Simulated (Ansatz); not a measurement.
## TaN: the change of energy above lowest point with volume scale

Results calculated with Ansatz 0.2.0, not measured. Free energy against uniform scaling of the volume at fixed shape and fractions; periodic cell, basis, potentials, k mesh and filling as listed.

The cell before it is scaled or strained (space group Fm-3m, No. 225):
```
CELL_PARAMETERS angstrom
0.00000 2.17900 2.17900
2.17900 0.00000 2.17900
2.17900 2.17900 0.00000
ATOMIC_POSITIONS crystal
Ta 0.50000 0.50000 0.50000
N 0.00000 0.00000 0.00000
```

Settings of every row: functional PBE; dispersion D3(BJ); potentials PAW; wave cutoff 500 eV; density cutoff 2000 eV; k mesh 9x9x9; k shift 0x0x0; occupations fermi dirac; smearing width 0.1 eV; spin none.

Limits: coarse k mesh, up to 40 meV an atom off; no spin-orbit coupling, which can matter with elements this heavy.

| row | volume scale | V (Å³/atom) | energy above lowest point (meV/atom) |
| --- | --- | --- | --- |
| 1 | 0.94 | 9.725 | 79.2 |
| 2 | 0.96 | 9.932 | ? |
| 3 | 0.98 | 10.139 | 17.8 |
| 4 | 1 | 10.346 | 4 |
| 5 | 1.02 | 10.553 | 0 |
| 6 | 1.04 | 10.76 | 4.7 |
| 7 | 1.06 | 10.967 | 17.3 |

Question: what energy above lowest point should row 2 give?

Worked fit of energy above lowest point. Take u = (V_r/V)^(2/3) − 1 with V_r = 10.45 Å³ an atom, which is twice the finite (Eulerian) strain; such expansions in the strain, on which the Birch-Murnaghan equation of state is built, carry the rest volume and the bulk modulus. The shown rows have u = 0.0491, 0.02035, 0.00669, -0.00652, -0.0193, -0.03168. Least squares give energy above lowest point = 0.83 + 300.2 × u + 26080 × u² + 6367 × u³ meV/atom; a parabola predicts inner rows, each left out in turn, worse (root mean square 0.13 against 0.021 meV/atom). All shown rows lie on it to the printed digit. Its lowest point lies at u = -0.0058, or V = 10.54 Å³ an atom, and the curvature there gives the bulk modulus at fixed shape and fractions, B = (4/9)(1 + u)² E″(u)/V = 347 GPa. The withheld row has u = 0.03447, so the fit gives 0.83 + 300.2 × (0.03447) + 26080 × (0.03447)² + 6367 × (0.03447)³ = 42.4 meV/atom.

The calculation gave 42.5 meV/atom. The fit lies 0.1 meV/atom (0.13 % of the column's range) below it, one unit of the last digit.
